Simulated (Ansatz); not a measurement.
## Hf: the change of pressure with volume per atom

Results calculated with Ansatz 0.2.0, not measured. Periodic Kohn-Sham DFT of a crystal at fixed atoms; pressure and stress are positive in compression; the energy is the free energy less that of spherical unpolarised free atoms; site moments are those in the method's own spheres, positive along +z.

Cell of the first row (space group Fm-3m, No. 225):
```
cell vectors (Å)
   0.0000     2.1747     2.1747
   2.1747     0.0000     2.1747
   2.1747     2.1747     0.0000
atoms (fractions of the cell vectors)
Hf  0.00000  0.00000  0.00000
```

Settings of every row: method frozen-core PAW; functional PBEsol; relativity scalar; k mesh 16x16x16; filling fermi-dirac; smearing width 0.03 eV; wave cutoff 420 eV; paw set soft_2.

Atom start moment: 0 on all atoms.

Limits: PAW files made with PBE; no spin-orbit coupling on heavy atoms.

| row | volume per atom (Å³) | pressure (GPa) |
| --- | --- | --- |
| 1 | 20.569 | 5.449 |
| 2 | 21.007 | 2.862 |
| 3 | 21.444 | 0.507 |
| 4 | 21.663 | -0.586 |
| 5 | 21.882 | -1.624 |
| 6 | 22.101 | -2.61 |
| 7 | 22.32 | -3.549 |
| 8 | 22.757 | ? |
| 9 | 23.195 | -6.91 |

Question: what pressure should row 8 give?

Worked fit of pressure. Take u = (V_r/V)^(2/3) − 1 with V_r = 21.773 Å³ an atom, which is twice the finite (Eulerian) strain; such expansions in the strain, on which the Birch-Murnaghan equation of state is built, carry the rest volume and the bulk modulus. The shown rows have u = 0.03865, 0.02416, 0.0102, 0.00338, -0.00332, -0.00992, -0.01641, -0.0413. Least squares give pressure = −1.109 + 155.457 × u + 365.95 × u² GPa; a straight line predicts inner rows, each left out in turn, worse (root mean square 0.18 against 0.0089 GPa). The rows lie off it by 0.003, 0.002, -0.008, -0.007, -0.003, 0.005, 0.013, -0.005 (root mean square 0.0067 GPa). The pressure vanishes at u = 0.0070, or V = 21.55 Å³ an atom, and there the bulk modulus at fixed shape and fractions is B = −V dP/dV = (2/3)(1 + u) dP/du = 108 GPa. The withheld row has u = -0.02904, so the fit gives −1.109 + 155.457 × (-0.02904) + 365.95 × (-0.02904)² = -5.315 GPa.

The calculation gave -5.301 GPa. The fit lies 0.014 GPa (0.11 % of the column's range) below it; its largest miss of a shown row is 0.013 GPa.
